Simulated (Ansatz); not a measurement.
**A ladder of methods for [SiH5]− (SMILES [H][Si-]([H])([H])([H])[H])**

[SiH5]−: 6 atoms, total charge -1, spin state singlet. SMILES: `[H][Si-]([H])([H])([H])[H]`. The shape is that of a GFN2-xTB optimisation.

```xyz
6

Si   -0.0002    0.0002    0.0015
H    -0.0199   -0.0078    1.6399
H     0.0218    0.0079   -1.6424
H     1.4906    0.0118    0.0192
H    -0.7575    1.2851   -0.0026
H    -0.7347   -1.2973   -0.0155
```

Quantity: the energy change with the Si1–H4 bond stretched from 1.491 to 2.982 Å, in eV. The values are calculated.

```csv
level,kind,program,value (eV),less FCI/STO-3G
HF/STO-3G (restricted),Hartree–Fock,Ansatz,5.62,+1.61
SVWN5/STO-3G (restricted),LDA,Ansatz,3.87,-0.14
PBE/STO-3G (restricted),GGA,Ansatz,3.68,-0.33
B3LYP/STO-3G (restricted),global hybrid,Ansatz,4.08,+0.07
r2SCAN0/STO-3G (restricted),hybrid meta-GGA,Ansatz,4.48,+0.47
HSE06/STO-3G (restricted),range-separated hybrid,Ansatz,4.27,+0.26
B2PLYP/STO-3G (restricted),double hybrid,Ansatz,4.27,+0.26
CCSD/STO-3G (restricted),coupled cluster or CI,Ansatz,4.08,+0.07
FCI/STO-3G,exact in the basis,Ansatz,4.01,0.00
```

FCI/STO-3G is exact within its basis and frozen core, so for wave-function methods in that basis the difference is their error; functionals converge differently with the basis, so for them it is only a difference. A spin-restricted reference rises too steeply as a bond breaks; here HF/STO-3G, r2SCAN0/STO-3G lie well above the multireference or unrestricted value. Sets without diffuse functions describe the anion poorly. The first shape isn't each level's own minimum. The values span 3.68 to 5.62 eV. All rows use very small basis sets, so none should be taken for the real molecule's value.

Stretching this bond costs 4.01 eV at the FCI level. Hartree–Fock overshoots that by 1.61 eV and CCSD by only 0.07 eV, so single and double excitations recover most of the missing correlation. The large Hartree–Fock error probably reflects left–right correlation in the stretched bonding pair, which one closed-shell determinant can't describe. LDA and PBE fall below FCI, while every hybrid and the double hybrid lie above it.

The stretched bond is equatorial in a near-trigonal-bipyramidal anion. Such bonds are close to ordinary two-centre bonds, whereas the longer axial pair shares a three-centre, four-electron interaction and is weaker. The cost is far above the modest energy known for hydride loss from this anion to give silane. Likely causes are a compact minimal basis that places the departing hydride too high in energy and, if the other atoms were held fixed, a silane fragment left far from tetrahedral. The values therefore describe one equatorial stretch, and don't establish the anion's hydride affinity or its easiest dissociation path.
